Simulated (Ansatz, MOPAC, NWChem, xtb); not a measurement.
# C2H3Al (ethynylalumane): methods side by side

C2H3Al, singlet, SMILES `C#[C][AlH2]`. Each level relaxes the structure for itself.

Each level gives the highest harmonic wavenumber at each level's own minimum (cm⁻¹). The values are calculated.

```tsv
level	kind	program	value (cm⁻¹)
AM1	semi-empirical	MOPAC	3431
MNDOD	semi-empirical	MOPAC	3656
GFN2-xTB	semi-empirical	xtb	3312
GFN1-xTB	semi-empirical	xtb	3286
HF/STO-3G	Hartree–Fock	Ansatz	3929
HF/3-21G	Hartree–Fock	Ansatz	3640
HF/6-31G* (Cartesian functions)	Hartree–Fock	Ansatz	3645
BP86-D3(BJ)/def2-SVP	GGA	NWChem	3371
PBE/def2-SVP	GGA	Ansatz	3380
PBE0/def2-TZVP	global hybrid	NWChem	3456
```

Harmonic and unscaled. The values span 3286 to 3929 cm⁻¹. Without the sets that lack polarisation functions the rows with a basis span only 3371 to 3645 cm⁻¹.

The highest mode is almost certainly the acetylenic C–H stretch: the large s character of the sp carbon makes this bond short and stiff, and hydrogen keeps the reduced mass small. The Al–H bonds are longer and softer, so their stretches lie well below it.

All three Hartree–Fock values lie above the density-functional ones, as expected when missing correlation leaves the bond too stiff near its minimum. HF/STO-3G is the outlier at 3929 cm⁻¹, since a minimal basis cannot adapt to the molecular environment. HF/3-21G and HF/6-31G* nearly coincide, so the narrower span comes from dropping the minimal basis rather than from polarisation functions as such. PBE0 lies above both GGAs, probably in part through its exact exchange, though the basis changes as well.

The semi-empirical values follow no common direction, with MNDOD close to Hartree–Fock and both xTB variants below the GGAs, which suggests that parametrisation governs them. A low value close to an observed fundamental would not by itself indicate a better harmonic force constant, because anharmonicity lowers C–H stretches appreciably.
